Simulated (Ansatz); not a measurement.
Appearance energy of a fragment ion: C3H9NSi → [SiH3]+ + C3H6N + e⁻

Species: C3H9NSi `C=CN(C)[SiH3]`, singlet; [SiH3]+ `[SiH3+]`, singlet; C3H6N `C=C[N]C`, doublet. 

Shapes, held fixed at every level: PBE0-D4/def2-TZVP. Flexible molecules stand in one conformer, not always the lowest. Programs: Ansatz 0.2.0. Electronic energies: no zero-point or thermal term.

```tsv
level	kind	ΔE (eV)	CPU time (sum over the molecules)
HF/def2-SVP	Hartree–Fock	+10.01	–
SPW92/def2-TZVPP	LDA	+12.38	18 s
r2SCAN-D4/def2-TZVPP	meta-GGA	+11.73	46 s
B3LYP-D4/def2-TZVPP	global hybrid	+11.74	42 s
PBE0-D4/def2-TZVPP	global hybrid	+11.80	29 s
wB97M-V/def2-TZVPP	range-separated hybrid	+11.78	1.7 min
wB97X-V/def2-TZVPP	range-separated hybrid	+11.78	73 s
B2PLYP/def2-TZVPP	double hybrid	+11.65	50 s
```

B2PLYP/def2-TZVPP gives ΔE = +11.65 eV; the levels span +10.01 to +12.38. The median of the levels is +11.76. No measured value is set beside it here. Spin contamination: C3H6N (⟨S²⟩ up to 0.96). Open shells run unrestricted unless RO is named. The onset seen in experiment also holds zero-point changes and kinetic shifts. Times are processor times on shared x86 and Arm servers, and rough.

Removing SiH3⁺ from the neutral silylamine costs about as much in the meta-GGA as in the global and range-separated hybrids, with the double hybrid slightly lower at +11.65 eV. The outliers are Hartree–Fock at +10.01 eV and LDA at +12.38 eV. Dissociative ionization breaks the Si–N electron pair and removes one electron, so the intact molecule has more correlation energy to lose. Hartree–Fock misses this and places the products too low, though its smaller basis may also contribute; LDA shows its familiar overbinding.

The energy combines the cleavage of a strong, polar Si–N bond with the ionization of the silyl fragment. The neutral partner is a 1-azaallyl-type radical, whose spin can delocalize over nitrogen and the terminal vinyl carbon, which probably offsets part of the bond-breaking cost. The narrow spread among the gradient-corrected functionals suggests a robust estimate of this reaction energy, but does not establish that silyl keeps the charge in preference to the nitrogen-containing fragment.
